**X-ray form factor and incoherent scattering function of Rb⁺: shell sum against a shell-free ion**

The table holds the form factor $f$ and the Waller-Hartree incoherent function $S$ of the free closed-shell Rb⁺ ion from 0 to 4.42 Å⁻¹ in $\sin\theta/\lambda$, from a radial Dirac-Fock calculation without correlation or anomalous dispersion. The program tests the small-angle laws with the mean square radius sum of the same calculation, an unfitted sum over Slater-rule shells, one-exponent refits of that sum, and a Thomas-Fermi ion with 36 electrons. The shell sum reproduces $f$ to 2.55 % rms and shows a weak version of the shoulder near 1.5 to 2.3 Å⁻¹, while the Thomas-Fermi ion (4.76 % rms) shows none. At small angle $S$ extrapolates to about 0.57 of its exchange-free value, a reduction of the size expected from blocked 4s-4p transitions. $S$ equals $f$ near 0.62 Å⁻¹ but equals $f^2$ only near 1.91 Å⁻¹.

X-ray form factor and Waller-Hartree incoherent scattering function of Rb+ (Z = 37, [Ar] 3d10 4s2 4p6), calculated with Radial Dirac-Fock and Kohn-Sham solver 2 at the Dirac-Fock average-of-configuration level. The form factor is that of the spherical density, and the nucleus is finite with an rms radius of 4.2036 fm.

## Analysis program

```python
# Table: X-ray form factor f and Waller-Hartree incoherent function S of Rb+ against s = sin(theta)/lambda,
# radial Dirac-Fock solver, closed shell. Tested: small-q laws, Slater shell sum, shell-free Thomas-Fermi ion.
T = {
    'sin_theta_over_lambda': [0.0, 0.04, 0.05, 0.07, 0.08, 0.1, 0.13, 0.16, 0.2, 0.25, 0.31, 0.39, 0.49, 0.61, 0.76, 0.94, 1.18, 1.47, 1.83, 2.28, 2.84, 3.54, 4.42],  # Å⁻¹
    'form_factor': [36.0, 35.64, 35.43, 34.92, 34.6, 33.89, 32.65, 31.27, 29.39, 27.15, 24.78, 22.21, 19.63, 16.96, 13.99, 11.06, 8.413, 6.682, 5.584, 4.614, 3.518, 2.458, 1.7],  # e
    'incoherent_function': [0.0, 0.4149, 0.637, 1.193, 1.515, 2.224, 3.369, 4.532, 6.027, 7.776, 9.699, 11.92, 14.17, 16.41, 18.85, 21.38, 24.12, 26.58, 28.7, 30.51, 32.05, 33.25, 34.09],  # e
}
import numpy as np
from scipy.constants import physical_constants as pc, alpha
from scipy.integrate import solve_ivp, simpson
from scipy.optimize import brentq, minimize_scalar
from scipy.special import gamma as G
a0 = pc['Bohr radius'][0]*1e10
s, f, S = (np.array(T[k], float)[1:] for k in ('sin_theta_over_lambda', 'form_factor', 'incoherent_function'))
Z, N, R2 = 37, 36, 31.4361  # R2: mean square radius sum (bohr^2), further output of the same run
q = 4*np.pi*a0*s
name, w, n = ['1s', '2s2p', '3s3p', '3d', '4s4p'], np.array([2, 8, 8, 10, 8]), np.array([1, 2, 3, 3, 3.7])
z = Z - np.array([.30, 7*.35+2*.85, 7*.35+8*.85+2, 9*.35+18, 7*.35+18*.85+10])  # Slater's rules
def ff(n, z, q):
    t = np.arctan(q*n/(2*z))
    return np.cos(t)**(2*n)*np.sin(2*n*t)/(2*n*np.tan(t))
tot = lambda zz: sum(w[i]*ff(n[i], zz[i], q) for i in range(5))
rms = lambda m: 100*np.sqrt(np.mean((m/f-1)**2))
P = np.array([ff(n[i], z[i], q) for i in range(5)])
fs, Sd = w@P, N - w@P**2
r1, r2 = n*(2*n+1)/(2*z), w*n**2*(2*n+1)*(2*n+2)/(4*z**2)
tf = lambda x0: solve_ivp(lambda t, y: [2*t*y[1], 2*max(y[0], 0)**1.5], [x0**.5, 0], [0, -(Z-N)/Z/x0], rtol=1e-9, atol=1e-12, dense_output=True)
x0 = brentq(lambda x: tf(x).y[0, -1]-1, 15, 28)
t = np.linspace(0, x0**.5, 6001)
dN = 2*Z*t**2*np.clip(tf(x0).sol(t)[0], 0, None)**1.5
r = 0.5*(3*np.pi/4)**(2/3)/Z**(1/3)*t**2
ft = np.array([simpson(dN*np.sinc(k*r/np.pi), x=t) for k in q])
sl = lambda y: np.diff(np.log(y))/np.diff(np.log(s))
g, gs, gt = sl(f), sl(fs), sl(ft)
print(f"q(1/bohr) = {4*np.pi*a0:.4f} s(1/A); (Z alpha)^2 = {(Z*alpha)**2:.3f}; rounding of f: 0.005 e above 10, 0.0005 e below")
print(f"sum <r2> bohr^2: run {R2:.3f}, Slater {r2.sum():.2f} ({100*(r2.sum()/R2-1):+.1f}%), TF {simpson(dN*r**2, x=t):.2f} (TF electrons {simpson(dN, x=t):.2f})")
lo = s < 0.17
lead, S0 = N - q**2*R2/6, q**2*R2/3
print("s (1/A)             :", *[f"{v:7.2f}" for v in s[lo]])
print("f - (36-q2 r2/6), e :", *[f"{v:+7.3f}" for v in (f-lead)[lo]])
print("q2 r2/3 no exchange :", *[f"{v:7.3f}" for v in S0[lo]])
print("S / (q2 r2/3)       :", *[f"{v:7.3f}" for v in (S/S0)[lo]])
m = s < 0.105
c0 = np.polyfit(q[m]**2, (S/S0)[m], 1)[1]
a, b = z[2]/3, z[3]/3
Rpd = np.sqrt((2*a)**7*(2*b)**7)/G(7)*G(8)/(a+b)**8
pair = [4*r1[4]**2, 8*Rpd**2, 4*r1[2]**2, 4*r1[1]**2]
print(f"ratio at q=0 (linear in q2, s<=0.10) {c0:.3f}; removed part {(1-c0)*R2:.1f} bohr^2 = {100*(1-c0):.0f}%")
print("Slater dipole pairs, bohr^2: 4s4p %.1f, 3p3d %.1f, 3s3p %.1f, 2s2p %.1f," % tuple(pair), f"sum {sum(pair):.1f}")
print("group Zeff <r>bohr share_r2% s_half(1/A) | this Zeff alone refitted, rms % of f")
for i in range(5):
    sh = brentq(lambda x: ff(n[i], z[i], 4*np.pi*a0*x)-0.5, 1e-3, 20)
    o = minimize_scalar(lambda v: rms(tot(np.where(np.arange(5) == i, v, z))), bounds=(.6*z[i], 1.6*z[i]), method='bounded')
    print(f"{name[i]:5s} {z[i]:5.2f} {r1[i]:6.3f} {100*r2[i]/r2.sum():6.1f} {sh:6.2f} | {o.x:5.2f} {o.fun:5.2f}")
print("err = model/table-1 in %; K..N Slater parts (e); slope = dln f/dln s to next row; Sd = 36 - sum f_ii^2 (Slater)")
print("   s      f errSl errTF |    K    L     M     N | slope: tab    Sl    TF |     S    Sd   S/f^2")
for j in range(len(s)):
    u = f"{g[j]:5.2f} {gs[j]:5.2f} {gt[j]:5.2f}" if j < len(g) else "    -     -     -"
    K, L, M, O = 2*P[0, j], 8*P[1, j], 8*P[2, j]+10*P[3, j], 8*P[4, j]
    print(f"{s[j]:4.2f} {f[j]:6.3f} {100*(fs[j]/f[j]-1):+5.1f} {100*(ft[j]/f[j]-1):+5.1f} | {K:4.2f} {L:4.2f} {M:5.2f} {O:5.2f} |      {u} | {S[j]:5.2f} {Sd[j]:5.2f} {S[j]/f[j]**2:7.4f}")
for lab, y in (("Slater", fs), ("Thomas-Fermi", ft)):
    j = np.argmax(abs(y/f-1))
    print(f"{lab}: rms {rms(y):.2f}%, worst {100*(y[j]/f[j]-1):+.1f}% ({y[j]-f[j]:+.2f} e) at s = {s[j]:.2f}")
cr = lambda y: np.exp(np.interp(0, np.log(y), np.log(s)))
print(f"log-interpolated crossings: S = f at s = {cr(S/f):.2f}, S = f^2 at s = {cr(S/f**2):.2f} 1/A")
print(f"last row: 36-S = {N-S[-1]:.2f}; Slater diagonal sum {N-Sd[-1]:.2f}, of it K {2*P[0, -1]**2:.2f}; rest {Sd[-1]-S[-1]:.2f}")
at = lambda v: g[np.argmin(abs(s-v))]
assert np.all(np.diff(f) < 0) and np.all(np.diff(S) > 0) and S[-1] < N
assert 0 < (f-lead)[0] < 0.02
assert 0 < c0 < 1 and np.all((S < S0)[lo])
assert at(1.47) > at(0.94) and at(1.47) > at(2.84)
```

Printed output:

```
q(1/bohr) = 6.6498 s(1/A); (Z alpha)^2 = 0.073; rounding of f: 0.005 e above 10, 0.0005 e below
sum <r2> bohr^2: run 31.436, Slater 32.03 (+1.9%), TF 46.34 (TF electrons 36.00)
s (1/A)             :    0.04    0.05    0.07    0.08    0.10    0.13    0.16
f - (36-q2 r2/6), e :  +0.011  +0.009  +0.055  +0.083  +0.207  +0.565  +1.201
q2 r2/3 no exchange :   0.741   1.158   2.271   2.966   4.634   7.831  11.862
S / (q2 r2/3)       :   0.560   0.550   0.525   0.511   0.480   0.430   0.382
ratio at q=0 (linear in q2, s<=0.10) 0.573; removed part 13.4 bohr^2 = 43%
Slater dipole pairs, bohr^2: 4s4p 11.3, 3p3d 1.4, 3s3p 0.7, 2s2p 0.1, sum 13.4
group Zeff <r>bohr share_r2% s_half(1/A) | this Zeff alone refitted, rms % of f
1s    36.70  0.041    0.0   7.10 | 41.16  2.20
2s2p  32.85  0.152    0.7   1.87 | 33.56  2.18
3s3p  25.75  0.408    4.7   0.70 | 26.20  2.51
3d    15.85  0.662   15.7   0.43 | 17.36  1.78
4s4p   9.25  1.680   78.9   0.17 |  9.73  2.51
err = model/table-1 in %; K..N Slater parts (e); slope = dln f/dln s to next row; Sd = 36 - sum f_ii^2 (Slater)
   s      f errSl errTF |    K    L     M     N | slope: tab    Sl    TF |     S    Sd   S/f^2
0.04 35.640  -0.0  -0.5 | 2.00 8.00 17.92  7.71 |      -0.03 -0.03 -0.04 |  0.41  0.73  0.0003
0.05 35.430  -0.0  -0.7 | 2.00 8.00 17.88  7.55 |      -0.04 -0.04 -0.06 |  0.64  1.13  0.0005
0.07 34.920  -0.1  -1.3 | 2.00 7.99 17.77  7.13 |      -0.07 -0.07 -0.09 |  1.19  2.12  0.0010
0.08 34.600  -0.1  -1.6 | 2.00 7.99 17.69  6.88 |      -0.09 -0.10 -0.12 |  1.51  2.70  0.0013
0.10 33.890  -0.2  -2.3 | 2.00 7.98 17.53  6.32 |      -0.14 -0.15 -0.18 |  2.22  3.97  0.0019
0.13 32.650  -0.4  -3.2 | 2.00 7.97 17.21  5.35 |      -0.21 -0.22 -0.24 |  3.37  6.02  0.0032
0.16 31.270  -0.6  -3.9 | 2.00 7.96 16.81  4.31 |      -0.28 -0.30 -0.30 |  4.53  8.04  0.0046
0.20 29.390  -1.1  -4.3 | 2.00 7.93 16.19  2.96 |      -0.36 -0.39 -0.36 |  6.03 10.45  0.0070
0.25 27.150  -1.7  -4.4 | 2.00 7.90 15.26  1.53 |      -0.42 -0.46 -0.43 |  7.78 12.91  0.0105
0.31 24.780  -2.4  -4.6 | 2.00 7.84 13.98  0.36 |      -0.48 -0.51 -0.52 |  9.70 15.31  0.0158
0.39 22.210  -3.1  -5.6 | 2.00 7.75 12.11 -0.34 |      -0.54 -0.57 -0.61 | 11.92 18.07  0.0242
0.49 19.630  -3.6  -7.0 | 1.99 7.62  9.71 -0.41 |      -0.67 -0.69 -0.70 | 14.17 21.07  0.0368
0.61 16.960  -4.2  -7.6 | 1.99 7.42  7.04 -0.19 |      -0.88 -0.88 -0.79 | 16.41 23.82  0.0571
0.76 13.990  -4.3  -5.9 | 1.98 7.11  4.33 -0.03 |      -1.11 -1.02 -0.88 | 18.85 26.12  0.0963
0.94 11.060  -2.6  -1.1 | 1.97 6.69  2.11  0.01 |      -1.20 -1.04 -0.96 | 21.38 27.87  0.1748
1.18  8.413  +1.2  +4.5 | 1.96 6.04  0.51  0.01 |      -1.05 -0.96 -1.04 | 24.12 29.41  0.3408
1.47  6.682  +3.1  +4.6 | 1.93 5.19 -0.24  0.00 |      -0.82 -0.93 -1.11 | 26.58 30.76  0.5953
1.83  5.584  +0.7  -1.9 | 1.89 4.13 -0.40  0.00 |      -0.87 -1.03 -1.18 | 28.70 32.07  0.9204
2.28  4.614  -2.9  -8.3 | 1.84 2.91 -0.27  0.00 |      -1.23 -1.31 -1.23 | 30.51 33.24  1.4331
2.84  3.518  -4.4  -8.3 | 1.76 1.71 -0.11 -0.00 |      -1.63 -1.60 -1.28 | 32.05 34.09  2.5896
3.54  2.458  -3.8  -1.0 | 1.64 0.74 -0.02 -0.00 |      -1.66 -1.65 -1.32 | 33.25 34.58  5.5034
4.42  1.700  -3.7  +6.7 | 1.49 0.15  0.00 -0.00 |          -     -     - | 34.09 34.89 11.7958
Slater: rms 2.55%, worst -4.4% (-0.16 e) at s = 2.84
Thomas-Fermi: rms 4.76%, worst -8.3% (-0.38 e) at s = 2.28
log-interpolated crossings: S = f at s = 0.62, S = f^2 at s = 1.91 1/A
last row: 36-S = 1.91; Slater diagonal sum 1.11, of it K 1.10; rest 0.80
```
